A metal has bands that are partly filled, and a calculation must decide at each k point which states hold electrons. Gaussian smearing replaces the sharp cut at the Fermi level by a gradual one, whose occupation width σ is a numerical aid and not a real temperature. The table follows σ for the nickel aluminide AlNi2 on a coarse k mesh. Each error is taken against one run on a mesh twice as fine in every direction, with σ = 0.1 eV.

AlNi2 (P-3m1, 6 atoms per cell) at fixed atoms, computed with Ansatz 0.2.0 using r2SCAN, scalar-relativistic plane-wave PAW, a 500 eV cutoff, no spin polarisation and Gaussian smearing on a 6×6×4 k mesh. The reference has a 12×12×8 mesh and a Gaussian width of 0.1 eV. Energy is extrapolated to zero smearing, and pressure is positive in compression.

```
occupation width (eV)  energy less reference (meV/atom)  free energy less reference (meV/atom)  pressure less reference (GPa)  largest force change (eV/Å)
                 0.01                              2.22                                   3.34                          0.025                       0.0270
                 0.05                              2.13                                   2.99                          0.019                       0.0218
                  0.1                              2.26                                   2.12                          0.043                       0.0176
                  0.2                              2.71                                  -2.30                           0.13                       0.0208
                  0.4                              2.60                                  -20.3                          0.421                       0.0422
```

Which row shows what the coarse mesh alone costs? It is the row at 0.1 eV, because there the width equals that of the reference and only the mesh differs. The mesh costs 2.26 meV/atom in energy and 0.043 GPa in pressure. A coarse mesh places few points near the surface in k space where bands cross the Fermi level, so it counts the filled part of those bands inaccurately. The other rows carry an error of this kind too, with the effect of a changed width on top.

Why does the free energy fall steeply with the width, while the energy hardly moves? Smearing lifts electrons from just below the Fermi level to just above it. The number lifted grows in proportion to σ, and so does the energy that each one gains, so the total cost grows as σ². The free energy F also contains an entropy term, which for a flat density of states is twice this cost and has the opposite sign. With E for the energy of the smeared electrons, E₀ for its value at zero smearing and c for a constant proportional to the density of states at the Fermi level, this gives

E = E₀ + cσ²

F = E₀ − cσ²

The energy column holds E₀, obtained by adding half the entropy term back to F. That removes the leading effect of the width, and what remains is mostly the offset of the mesh. From 0.1 to 0.4 eV the free energy drops by 22.4 meV/atom, whereas E₀ changes by only 0.3. The small ups and downs of E₀ don't single out a best width, since the mesh error may itself vary with σ and no width series on the fine mesh separates the two.

At the narrowest width smearing has almost no effect, so why do the two energy columns still differ by about 1.1 meV/atom there? The difference comes from the reference. Its width of 0.1 eV lowers its own free energy by 1.145 meV/atom, half of its entropy term. A run with almost no smearing therefore looks too high by that amount when free energies are compared. An error column always carries the faults of its reference along with those of the row.

Can the smearing term at 0.4 eV be estimated from the reference run alone? The reference supplies the constant, and the σ² law does the rest. The width is four times as large, so the term should be sixteen times as large:

16 × 1.145 meV/atom = 18.3 meV/atom

The computed term follows from the two energy columns once the reference's own share is included:

F − E₀ = −20.3 − 2.60 − 1.145 = −24.0 meV/atom

The estimate, which makes no use of the row at 0.4 eV, has the right size but falls short by about a quarter. One possible reason is that the density of states is not flat: a wide window reaches states further from the Fermi level, where nickel d bands may lie more densely. The coarse mesh contributes as well, for even at 0.1 eV its smearing term is 12 % larger than that of the fine mesh. The shortfall is already about as large at 0.2 eV, and without a width series on the fine mesh the two causes can't be told apart. At 0.05 eV the law fits closely, perhaps partly by chance, since few states on a coarse mesh fall within so narrow a window. At 0.01 eV the term is only a few hundredths of a meV and of no practical weight.

The free energy error changes sign between 0.1 and 0.2 eV, so is the width at the crossing the best choice? Interpolation puts the crossing near 0.16 eV, but nothing has converged there. The coarse mesh pushes the free energy up, the smearing beyond that of the reference pushes it down, and at that width the two happen to cancel. A finer mesh would remove the upward part and leave the downward part exposed. A small error in one quantity is good evidence only if the separate causes are small too, and here the energy at zero smearing is still more than 2 meV/atom off.

If the energy can be corrected so well, why does the pressure go wrong at large widths? Pressure is the change of the free energy with volume, taken with a minus sign, and it keeps the smearing term that was removed from E₀. When the crystal expands, its atoms overlap less, the bands become narrower and the states crowd together in energy. A higher density of states makes the smearing term larger and lowers F further, so the smeared electrons push the crystal outward. With V for the volume per atom and D for the density of states per atom at the Fermi level, the extra pressure is

P = (cσ²/V) × (d ln D / d ln V)

The last factor says how strongly the density of states responds to expansion. Simple theory gives 2/3 for free electrons and about 5/3 for d bands, which are more sensitive to the distance between atoms. From 0.1 to 0.4 eV these two limits predict a pressure rise of 0.22 and 0.54 GPa, and the computed rise is 0.38 GPa. A straight line through the pressures of all five rows, against the smearing term per volume, gives a factor of about 1.2.

A value between the limits is what a mixture of s, p and d states at the Fermi level would give, though it doesn't prove that mixture: expansion can also shift peaks in the density of states relative to the Fermi level, which the simple values leave out. The factor rests mainly on the two widest rows, because at smaller widths the pressure errors are only hundredths of a GPa. All runs were also held non-magnetic, and a magnetic moment would change the density of states and with it this pressure. For practical work the direction matters most: a cell relaxed at a large Gaussian width tends to come out slightly too big, even if its final energy is corrected to zero smearing.

Which digits can be trusted? In the energy, the hundredths of a meV show how one row differs from the next, but every row is wrong by 2 to 3 meV/atom against the reference. Two phases whose energies differ by only a few meV/atom can't be ranked safely on such a mesh, since their mesh errors need not be equal. How far the reference itself is from convergence was not tested, so the true errors may differ from those listed.

Pressure and forces call for more caution than their small errors suggest. At 0.01 eV the pressure is off by only 0.025 GPa, yet the stress in the basal plane is too low by 0.16 GPa and the stress along the c axis too high by 0.39 GPa. The average hides both, and a relaxation of the cell shape would respond to them.

The largest force in the reference is only about 0.01 eV/Å, and in every row the largest force change exceeds it. At 0.01 eV the force on one pair of nickel atoms even points the opposite way from the reference. The smallest force change, at 0.1 eV, doesn't make that width the best one, because it is the width at which the reference's own smearing drops out of the comparison. For atoms this close to rest, the coarse mesh can't say reliably which way they should move.

What would change with another occupation rule, or with an insulator in place of this metal? The Methfessel-Paxton rule shapes the occupations so that the σ² term cancels in the free energy itself. Forces and pressure, which derive from the free energy, then lose their leading smearing error too, but the offset of the coarse mesh stays and still calls for more k points. In an insulator whose gap is much wider than σ, there are no states near the Fermi level to smear, and all the columns would be nearly flat in the width. The printed output of the analysis follows this text.

The analysis program printed:

```
Half the entropy term of the reference run (meV/atom): 1.145
Half the entropy term of row 0.01 from its own output (meV/atom): 0.0208
Smearing term of each run (meV/atom):
   row  zero-smearing energy less free energy  reference term scaled by width squared   ratio
  0.01                                0.02508                                 0.01145   2.191
  0.05                                 0.2851                                  0.2863  0.9959
   0.1                                  1.285                                   1.145   1.122
   0.2                                  6.155                                    4.58   1.344
   0.4                                  24.05                                   18.32   1.312
Growth of the smearing term from 0.1 to 0.2 eV (factor): 4.79
Growth of the smearing term from 0.2 to 0.4 eV (factor): 3.907
Spread of the zero-smearing energy over all widths (meV/atom): 0.58
Change of zero-smearing energy from 0.1 to 0.4 eV (meV/atom): 0.34
Change of free energy from 0.1 to 0.4 eV (meV/atom): -22.42
Width at which the free energy error would pass zero by interpolation in width squared (eV): 0.1562
fit of pressure_less_reference on 5 rows: constant 0.0216 +/- 0.0031, coefficient of dens 1.163 +/- 0.02; rms 0.00444, worst 0.05 0.00736, leave-one-out rms 0.0145
Computed pressure rise from 0.1 to 0.4 eV (GPa): 0.378
Same rise expected for free electrons with factor two thirds (GPa): 0.2174
Same rise expected for d bands with factor five thirds (GPa): 0.5436
Stress change in the basal plane in row 0.01 (GPa): -0.1567
Stress change along the c axis in row 0.01 (GPa): 0.3865
Largest force in the reference run (eV/A): 0.009625
Force on the same Ni atom in row 0.01 (eV/A): -0.01738
Smallest force change of the table over the largest reference force (ratio): 1.829
```
